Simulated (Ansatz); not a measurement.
## Correcting a cheap level on molecular compounds of Sb

The vertical ionisation energy (cation less neutral) in eV of 6 molecular compounds of Sb: x at B3LYP-D4/def2-TZVPP, y at CCSD(T)/def2-TZVPP. Shapes, held fixed at every level: PBE0-D4/def2-TZVP. Flexible molecules stand in one conformer, not always the lowest. Programs: Ansatz 0.2.0.

```
                                  molecule  x (eV)  y (eV)
  C2H9O2SbSi (SMILES C[O][Sb]([SiH3])[O]C)    8.60    8.66
C2H8ClOSbSi (SMILES CC[O][Sb]([SiH3])[Cl])    8.85       ?
                                Sb(SiH3)2F    9.10    9.11
                               SiH3(SbCl2)    9.16    9.22
                                SiH3(SbH2)    9.36    9.29
                SbH2Cl (SMILES [Cl][SbH2])    9.94    9.98
```

Task: Fit y = c + s·x to the known rows and predict y for C2H8ClOSbSi.

Result: 
1. Means of the 5 rows: x = 9.2320, y = 9.252.
2. Σ(Δx)² = 0.93968, Σ(Δx·Δy) = 0.91548, so the slope is 0.91548/0.93968 = 0.97425.
3. Intercept: 9.252 − (0.97425) × 9.2320 = 0.258. The largest residual of the fit is 0.087.
4. C2H8ClOSbSi: 0.258 + 0.97425 × 8.85 = 8.88 eV.

CCSD(T)/def2-TZVPP gives 8.91 eV, so the prediction is off by -0.03 eV, within the largest residual. Uncorrected, B3LYP-D4/def2-TZVPP misses C2H8ClOSbSi by -0.06 eV, and the other rows by 0.05 on average. The line removes about 50 % of this miss. Left out in turn, the other rows are missed by 0.08 eV on average, worse than no correction. Cations run unrestricted. For atoms past krypton def2 sets carry core potentials with scalar relativity. Outer-core shells of Sb are correlated, in sets that cover them unevenly.

B3LYP already follows CCSD(T) closely here, leaving little systematic error for a line to learn. It lies slightly low for every molecule except SiH3(SbH2), where it lies high, and that row helps pull the slope below one. The better value for C2H8ClOSbSi is therefore weak evidence for a transferable correction.

Ionisation probably removes an electron from an orbital mixing the Sb lone pair with Sb–Si σ bonding. Among the molecules with one silyl group, the CCSD(T) energy rises from 8.66 eV with two alkoxy groups, through 8.91 eV with one alkoxy and one chlorine, to 9.22 eV with two chlorines. Alkoxy oxygen is the stronger π donor, and its alkyl group helps stabilise the cation by polarisation. Electronegativity alone fails, since the hydride lies higher still at 9.29 eV; lone-pair repulsion from chlorine probably offsets its inductive pull. These vertical energies don't show how far relaxation of the cations, which typically flatten at Sb, would alter this order.
